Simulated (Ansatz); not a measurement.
Relative energies of C2H4BN isomers

2 of its isomers, all singlets with charge 0: A = `CB1C=N1`; B = `C#CBN`.

Shapes, held fixed at every level: PBE0-D4/def2-TZVP. Programs: Ansatz 0.2.0.

A:

```xyz
8

C     0.2181    1.1935   -0.1968
B    -0.1184   -0.2824    0.1011
C    -0.0193   -1.7228    0.1843
N    -1.1256   -1.1774    0.5992
H     1.2887    1.4011   -0.1574
H    -0.3083    1.8775    0.4722
H    -0.1140    1.4235   -1.2156
H     0.2710   -2.7701    0.1571
```

B:

```xyz
8

C    -0.3863    1.9355   -0.9188
C    -0.0476    0.9796   -0.2654
B     0.3998   -0.2077    0.5849
N     0.0087   -1.4966    0.2508
H    -0.6842    2.7811   -1.4944
H     1.0908   -0.0414    1.5466
H     0.2822   -2.3027    0.7849
H    -0.5713   -1.7048   -0.5444
```

Electronic energies in kJ/mol, without zero-point or thermal terms.

(1) Which isomer should be the most stable, and roughly by how much?

Answers

(1) B < A in rising energy, over a span of 74 kJ/mol, by CCSD(T)/CBS estimate. All levels agree on that. The B − A difference spans -74.2 to -46.2 kJ/mol over the levels. The CBS estimate extrapolates MP2 from def2-TZVPP and def2-QZVPP and adds CCSD(T) − MP2 in the triple-zeta set, cores frozen.

```csv
level,kind,B − A
HF/def2-SVP,Hartree–Fock,-53.4
HF/def2-TZVPP,Hartree–Fock,-63.3
r2SCAN-D4/def2-TZVPP,meta-GGA,-57.7
PBE0-D4/def2-TZVPP,global hybrid,-47.9
wB97X-V/def2-TZVPP,range-separated hybrid,-46.2
MP2/def2-SVP,perturbation theory,-59.1
CCSD/def2-SVP,coupled cluster or CI,-57.4
CCSD(T)/CBS estimate,coupled cluster or CI,-74.2
```

The open-chain ethynylaminoborane B lies below the methyl-substituted BCN ring A by 74 kJ/mol at the best level, and the order is never in doubt. The main reason is probably the combination of ring strain and the use made of the nitrogen lone pair. In B, nitrogen donates into the empty boron p orbital, giving a short B–N bond with partial double-bond character and no angular strain. In A, the lone pair lies in the ring plane and cannot do this; boron receives only a share of the C=N π pair, and this two-electron cyclic delocalisation evidently does not make up the difference.

The size of the gap is less secure than its sign. In the small basis, MP2 and CCSD both widen the Hartree–Fock gap slightly, whereas all three density functionals narrow it in the larger one, so they probably favour the compact ring too much. The close match between r2SCAN-D4 and small-basis CCSD therefore looks fortuitous. Nothing here establishes B as the global minimum of this composition.
